\section*{Six zero modes and a factor of four: the molecular instanton for H + CH$_4$}

A ring-polymer instanton for a reaction in the gas phase has seven zero modes. One is the shift of the beads along the orbit. The other six are the overall translations and rotations, and they are today's subject. I state the general rule, then solve a nine-dimensional model of H + CH$_4$ in which every factor has a closed form.

\subsection*{The general statement}

Let $\beta=1/k_BT$, $\beta_N=\beta/N$ and $\epsilon=\beta_N\hbar$. For atoms $a$ of mass $m_a$ and beads $i=1,\dots,N$, with bead $N+1$ equal to bead 1,
\begin{equation}
Q_N=\prod_a\Big(\frac{m_a}{2\pi\beta_N\hbar^2}\Big)^{3N/2}\int d\mathbf x\,e^{-\beta_NU_N},\qquad
U_N=\sum_i V(\mathbf x_i)+\frac{B_N}{2\epsilon^2},
\end{equation}
where $B_N=\sum_{i,a}m_a|\mathbf x_{a,i+1}-\mathbf x_{a,i}|^2$. In mass-weighted coordinates every direction $q$ carries the measure $dq/\sqrt{2\pi\beta_N\hbar^2}$. A mode with eigenvalue $\eta^2$ of the mass-weighted Hessian of $U_N$ gives a Gaussian integral equal to $1/(\epsilon\eta)$. A zero mode gives its mass-weighted length divided by $\sqrt{2\pi\beta_N\hbar^2}$.

Moving all beads by $dX$ covers the length $\sqrt{NM}\,dX$, with $M$ the total mass. Per unit volume,
\begin{equation}
Q_{\rm tr}=\Big(\frac{NM}{2\pi\beta_N\hbar^2}\Big)^{3/2}.
\end{equation}
A small rotation $\delta\boldsymbol\Omega$ displaces each atom of each bead by $\delta\boldsymbol\Omega\times\mathbf r_{a,i}$, with $\mathbf r$ measured from the centre of mass of the ring, so that rotations are orthogonal to translations. The squared length is $\delta\boldsymbol\Omega^T\mathbf I_N\,\delta\boldsymbol\Omega$ with
\begin{equation}
\mathbf I_N=\sum_{i,a}m_a\big(r_{a,i}^2\mathbf 1-\mathbf r_{a,i}\mathbf r_{a,i}^T\big).
\end{equation}
The Jacobian is $\sqrt{\det\mathbf I_N}$, the volume of the rotation group is $8\pi^2$, and $8\pi^2/(2\pi)^{3/2}=\sqrt{8\pi}$, so
\begin{equation}
Q_{\rm rot}=\sqrt{\frac{8\pi\det\mathbf I_N}{(\beta_N\hbar^2)^3}}.
\end{equation}
The orbit retraces itself, so its summed angular momentum vanishes and the shift mode is orthogonal to the rotations. The shift covers the length $N\sqrt{B_N}$. With $k=(2/\beta\hbar)\,{\rm Im}\,Q/Q_r$ and the factor $1/2$ from the unstable mode, the rate constant in the ring-polymer form of Richardson and Althorpe (2009) is
\begin{equation}
kQ_r=\frac1\epsilon\sqrt{\frac{B_N}{2\pi\beta_N\hbar^2}}\;\frac{Q_{\rm tr}Q_{\rm rot}}{\sigma^\ddagger}\,{\prod_j}'\frac{1}{\epsilon|\eta_j|}\;e^{-\beta_NU_N}.
\label{rate}
\end{equation}
The prime removes seven zero modes. $Q_r$ is the product of the same translational, rotational and vibrational factors for each reactant, collapsed at its minimum and divided by its symmetry number.

\textbf{Question.} $Q_{\rm tr}$ is $N^3$ times the textbook value, and for a collapsed ring so is $Q_{\rm rot}$. Do these powers cancel against the reactants?

Not by themselves. The complex has $N^3N^3$, and the $1/\epsilon$ in front brings one more power, since the square root tends to a constant. That makes $N^7$. H and CH$_4$ have six translations and three rotations, $N^9$. The cancellation happens inside each partition function. A free coordinate has $N-1$ ring modes with $\epsilon\eta_j=2\sin(j\pi/N)$, and
\begin{equation}
\prod_{j=1}^{N-1}2\sin\frac{j\pi}{N}=N .
\label{free}
\end{equation}
Each zero mode brings a factor $N$, and the ring modes of the same coordinate remove it. Numerator and denominator of $k$ converge separately, provided the primed products run over all ring modes.

\subsection*{The model}

Methane is a rigid regular tetrahedron, a spherical top of moment $I_0=\frac83m_{\rm H}r^2$. The attacking atom sits at distance $R$ from the carbon, at a small angle $\chi$ from the nearest C--H direction, and near each of the four directions
\begin{equation}
V=V_0(R)+\tfrac12\kappa(R)\chi^2 ,
\end{equation}
with a barrier in $V_0$. There are nine degrees of freedom. For the reactants all nine are free, which is the count of the real reaction. The real orbit also stretches the attacked bond; the model leaves that out, together with the vibrations of methane.

The orbit lies on a threefold axis with beads at $R_i$, $\chi_i=0$, and $C_{3v}$ symmetry splits the Hessian. The centre of mass gives three free rings. The radial motion, of reduced mass $\mu$, gives a one-dimensional instanton problem, whose value of $kQ$ I call $\Phi_N$. The spin of methane about the axis ($A_2$) is a free ring of moment $I_0$. Two identical blocks ($E$) remain, one for each plane through the axis, with the angle $\theta_i$ of the vector $\mathbf R_i$ and the tilt $\phi_i$ of the top. We write $k=\Phi_NF_N$. The volume $F_N$ holds everything we want to test.

The spring of the atom contains $-\mu R_iR_{i+1}\cos(\theta_{i+1}-\theta_i)/\epsilon^2$, that of the top is $I_0[1-\cos(\phi_{i+1}-\phi_i)]/\epsilon^2$, and $\chi_i=\theta_i-\phi_i$ to first order. To second order,
\begin{equation}
2\epsilon^2\,\delta U_N=\sum_i\big[w_i(\theta_{i+1}-\theta_i)^2+I_0(\phi_{i+1}-\phi_i)^2+k_i(\theta_i-\phi_i)^2\big],
\end{equation}
with $w_i=\mu R_iR_{i+1}$ and $k_i=\kappa(R_i)\epsilon^2$. This is the Laplacian $\mathbf L$ of a weighted graph: two rings joined by $N$ rungs. The masses of the nodes form a diagonal matrix $\mathbf m$ with entries $J_i=\mu R_i^2$ and $I_0$, and its trace is the summed moment about a perpendicular axis, $I_{\perp,N}=\sum_i(I_0+J_i)$.

\textbf{Question.} A code works with Cartesian Hessians. Where has the slope of $V_0$ gone?

It is used up by stationarity. Take two beads, joined by two springs, and a transverse displacement $y_1=R_1\theta_1$. The Cartesian second derivative, without the bend, is $2\mu/\epsilon^2+V_0'(R_1)/R_1$. The radial condition reads $V_0'(R_1)=2\mu(R_2-R_1)/\epsilon^2$, and the sum is $2\mu R_1R_2/(R_1^2\epsilon^2)$, the graph entry. At a stationary point the two Hessians differ only by the Jacobian, so $V_0$ enters $F_N$ through the positions $R_i$ alone.

The product of the non-zero eigenvalues $\epsilon^2\eta^2$ is the coefficient of $\lambda$ in $\det(\mathbf L+\lambda\mathbf m)/\det\mathbf m$. That coefficient is a sum over nodes of the mass times the diagonal cofactor of $\mathbf L$. By Kirchhoff's matrix-tree theorem all these cofactors equal $\tau_N$, the sum over spanning trees of the product of edge weights. Hence
\begin{equation}
{\det}'_E=\frac{\tau_N\,I_{\perp,N}}{\prod_iJ_iI_0}.
\label{tree}
\end{equation}
In Eq.~(\ref{rate}), $\det\mathbf I_N=NI_0I_{\perp,N}^2$. Each $E$ block contributes $\sqrt{I_{\perp,N}/\beta_N\hbar^2}$ divided by $\sqrt{{\det}'_E}$, which is $\sqrt{I_E/\beta\hbar^2}$ with $I_E=N\prod_i(J_iI_0)/\tau_N$. The summed moment has dropped out. By Eq.~(\ref{free}) every free rotational ring gives $\sqrt{I_0/\beta\hbar^2}$, and the translations give their textbook values, whose ratio is $\Lambda^3$ with $\Lambda^2=2\pi\beta\hbar^2/\mu$. With $\sigma_r=12$ and $\sigma^\ddagger=3$,
\begin{equation}
F_N=4\Lambda^3\,\frac{I_E}{I_0}=4\Lambda^3\,\frac{N\prod_i(J_iI_0)}{I_0\,\tau_N}.
\label{FN}
\end{equation}

\subsection*{One bead: a direct check}

For $N=1$ the graph is a single rung, $\tau_1=\kappa\beta^2\hbar^2$, and $F_1=4\Lambda^3\mu R^2/(\kappa\beta^2\hbar^2)=8\pi\Lambda R^2/(\beta\kappa)$. Now compute the classical rate with no zero modes and no symmetry numbers. Sit on the methane and count the one-way flux through the sphere of radius $R$ at the barrier top, where $V_0=V^\ddagger$. The flux per unit density and area is $(2\pi\beta\mu)^{-1/2}$, and each of four wells has the effective solid angle $2\pi/(\beta\kappa)$:
\begin{equation}
k_{\rm cl}=\frac{1}{\sqrt{2\pi\beta\mu}}\,R^2\,\frac{8\pi}{\beta\kappa}\,e^{-\beta V^\ddagger}.
\end{equation}
Dividing by the one-dimensional value $e^{-\beta V^\ddagger}/(2\pi\beta\hbar)$ gives $8\pi\Lambda R^2/(\beta\kappa)$ again. The ratio $12/3$ is the number of wells.

\subsection*{Inputs}

Typical values: $m_{\rm H}=1.008$ and $m_{\rm C}=12.011$ in units of the atomic mass constant, and $r=1.09\times10^{-10}$ m. The temperature is 250 K. Then $\mu=1.5749\times10^{-27}$ kg, $I_0=5.303\times10^{-47}$ kg\,m$^2$, $\beta\hbar=3.055\times10^{-14}$ s, $\Lambda=1.134\times10^{-10}$ m and $\Lambda^3=1.457\times10^{-30}$ m$^3$. Four figures are shown because the identities are exact within the model at second order; I come to the neglected terms later.

\subsection*{A collapsed ring for any $N$}

Put all beads at the barrier top, with the assumed values $R=2.30\times10^{-10}$ m and $\kappa=3.0\times10^{-19}$ J. Below the crossover temperature this is not the instanton, but it is stationary, and it tests the counting of $N$. A Fourier transform along the ring gives the eigenvalues $4\sin^2(j\pi/N)$ and $4\sin^2(j\pi/N)+\epsilon^2\omega^2$, where $\omega^2=\kappa(I_0+J)/(I_0J)$. So ${\det}'_E=N^2D_N$ and
\begin{equation}
F_N=4\Lambda^3\,\frac{I_0+J}{I_0}\,\frac1{D_N},\qquad D_N=4\sinh^2\!\Big[N\,{\rm arsinh}\frac{\beta\hbar\omega}{2N}\Big].
\end{equation}
Here $J=8.331\times10^{-47}$ kg\,m$^2$, $(I_0+J)/I_0=2.571$, $\omega=9.622\times10^{13}$ s$^{-1}$ and $\beta\hbar\omega=2.940$. The wavenumber is $5.11\times10^4$ m$^{-1}$; $\kappa$ was chosen to put it near the typical $5\times10^4$ m$^{-1}$ of the softest bend at this saddle.

\begin{center}
\begin{tabular}{lccccc}
$N$ & 1 & 2 & 4 & 8 & $\infty$\\
$D_N$ & 8.642 & 13.31 & 15.82 & 16.66 & 16.96\\
$F_N/10^{-30}$ m$^3$ & 1.734 & 1.126 & 0.9473 & 0.8997 & 0.8835
\end{tabular}
\end{center}

All that depends on $N$ is the approach of the two bends to the quantum value $1/D_\infty=[2\sinh(\beta\hbar\omega/2)]^{-2}$. Had we kept $Q_{\rm tr}$, $Q_{\rm rot}$ and the bends but dropped the free-ring products, $F_N$ would carry a spurious $N^{-3}$, too small by 512 at eight beads.

\subsection*{A stretched ring of two beads}

Now the smallest stretched orbit, with assumed values $R_1=2.10\times10^{-10}$ m, $R_2=2.50\times10^{-10}$ m, $\kappa_1=4.0\times10^{-19}$ J and $\kappa_2=2.0\times10^{-19}$ J. It is stationary on any barrier with slopes $+5.40\times10^{-10}$ N at $R_1$ and the opposite at $R_2$. The graph is a square with edges $a=2\mu R_1R_2$, $k_1$, $b=2I_0$, $k_2$. A spanning tree omits one edge, so
\begin{equation}
\tau_2=ab(k_1+k_2)+(a+b)k_1k_2,\qquad I_E=\frac{a^2b^2}{8\tau_2},
\end{equation}
where $J_1J_2I_0^2=a^2b^2/16$ was used. In units of $10^{-47}$ kg\,m$^2$: $a=16.54$, $b=10.61$, $k_1=9.335$, $k_2=4.667$, $\tau_2=3638$ (unit cubed) and $I_E=1.057$. The model's value is $I_E/I_0=0.1993$, or $F_2=1.162\times10^{-30}$ m$^3$.

Compare the general recipe, step by step. With $J_1=6.945$ and $J_2=9.843$ the summed moment is $I_{\perp,2}=27.39$. The complex has $Q_{\rm rot}=6917$. Diagonalising the $4\times4$ block gives ${\det}'_E=51.84$; the two blocks together divide by this number once, and the $A_2$ ring divides by 2, which leaves 66.71. Methane has $Q_{\rm rot}=2678$, and three free rings divide it by 8, which leaves 334.8, the classical rotor before the symmetry number. The ratio is 0.1993. The explicit translational ratio is $\Lambda^3/8$, and the six rings below against the three above restore the factor 8.

\textbf{Question.} Two beads have no shift mode. Is this an instanton at all?

Not a converged one. $\Phi_2$ cannot be taken from Eq.~(\ref{rate}), and the table shows how far two beads are from convergence for the bends. The shift mode lives in the radial block, however, and symmetry decouples that block from the angles. Equation (\ref{FN}) holds for every stationary ring on the axis, of any $N$.

\textbf{Question.} If the summed moment cancels, why is it in the formula?

Because the primed determinant is defined by projecting out normalised vectors, and $\mathbf I_N$ is their norm. Only the product of $Q_{\rm rot}$ and the primed determinant has meaning. One block shows what survives even without rigid methane. For all six atoms in $C_{3v}$ the 18 displacements span $5A_1+A_2+6E$. The single $A_2$ coordinate turns the three methyl hydrogens about the axis, on any potential surface. If $\rho_i$ is their distance from the axis, the graph is one ring with $w_i=3m_{\rm H}\rho_i\rho_{i+1}$ and node masses $3m_{\rm H}\rho_i^2$. A tree omits one edge, $\tau=\prod w\sum1/w_i$, and $\prod w$ equals the product of the masses, so
\begin{equation}
{\det}'_{A_2}=I_{\parallel,N}\sum_i\frac1{w_i},\qquad \frac1{I_{\rm eff}}=\frac1N\sum_i\frac1{w_i}.
\end{equation}
Here $I_{\parallel,N}$ is the summed axial moment, and the net factor is $\sqrt{I_{\rm eff}/\beta\hbar^2}$. It is the harmonic mean that counts, as it should: the rotational energy $L^2/2I$ is averaged along the orbit at fixed angular momentum $L$. Pairing $\mathbf I_N/N$ in a textbook rotor formula with vibrations computed bead by bead misses this.

\subsection*{The symmetry number}

Label the identical nuclei, integrate over all configurations and divide by $n!$. The $n!$ relabelled copies of the orbit fall into families connected by rotations and by shifts of the beads, and Eq.~(\ref{rate}) has already integrated over each family. Thus $\sigma^\ddagger$ counts the proper rotations that return the whole ring to itself, up to one permutation of like nuclei applied to all beads and a cyclic shift or reversal of the bead index. With five hydrogens there are $5!/12=10$ labelled reactant arrangements and $5!/3=40$ labelled orbits, 4 for each. A chiral orbit has a mirror image that no rotation reaches, and that image is added as a second instanton.

\textbf{Question.} On the outer beads methane is almost free. Does the number not drift toward 12?

No. A rotation must serve every atom of every bead, and only the three about the axis do. The same count gives the isotopologues: for H + CH$_3$D, $\sigma_r=3$; the orbit that takes D keeps $\sigma^\ddagger=3$ and counts once, the orbit that takes H has one mirror plane, $\sigma^\ddagger=1$, and counts three times.

\textbf{Question.} Can the ring have more symmetry than its beads?

Yes. In collinear H + H$_2$ a bead off the barrier top has no twofold axis across the line of atoms. That rotation, with exchange of the outer atoms, sends bead $i$ to bead $i+N/2$, so $\sigma^\ddagger=2$. There are $3!/2=3$ arrangements and 3 orbits. Both ends of each orbit are then reactant-like, so the rate of leaving a given arrangement carries the factor 2 although $\sigma_r/\sigma^\ddagger=1$. In H + CH$_4$ the ends differ and no such doubling occurs.

\textbf{Question.} What has been neglected, and how large is it?

Steepest descent makes the rotation classical. For methane $\beta B=\beta\hbar^2/2I_0=0.0304$, and the sum $\sum_j(2j+1)^2e^{-\beta Bj(j+1)}$ is 337.3 against 334.8, a factor $e^{\beta B/4}$ or 0.8 per cent. The correction for the complex is no larger, since its moments are not smaller. Division by $\sigma$ ignores paths that close after a symmetry rotation by $\theta$; their weight goes as $\exp(-\theta^2/4\beta B)$, and for $\theta=2\pi/3$ the exponent is $-36.1$. In the one-bead integral, $\beta\kappa=86.9$, and using $\sin\chi$ for $\chi$ in the solid angle lowers the result by the fraction $1/(3\beta\kappa)=0.0038$. These terms touch the third figure. The frozen vibrations are another matter: their zero-point change enters the rate exponentially, so $F_N$ is the model's number and no rate constant for methane follows from it.

\textbf{Question.} Does this carry over to silane in deposition plasmas?

For H + SiH$_4$ with an orbit on the threefold axis, every formula stands, and so does the factor 4. With the typical values $m_{\rm Si}=28.085$ and $r=1.48\times10^{-10}$ m and an assumed $R=2.70\times10^{-10}$ m, one finds $\mu=1.623\times10^{-27}$ kg and $I_0=9.777\times10^{-47}$ kg\,m$^2$, and the model's rotational ratio $(I_0+J)/I_0$ is 2.21 in place of 2.571. For one bead even this ratio cancels against the bend frequency, since $F_1=8\pi\Lambda R^2/(\beta\kappa)$ does not contain $I_0$; the inertia of the top enters only through the quantum character of the bend.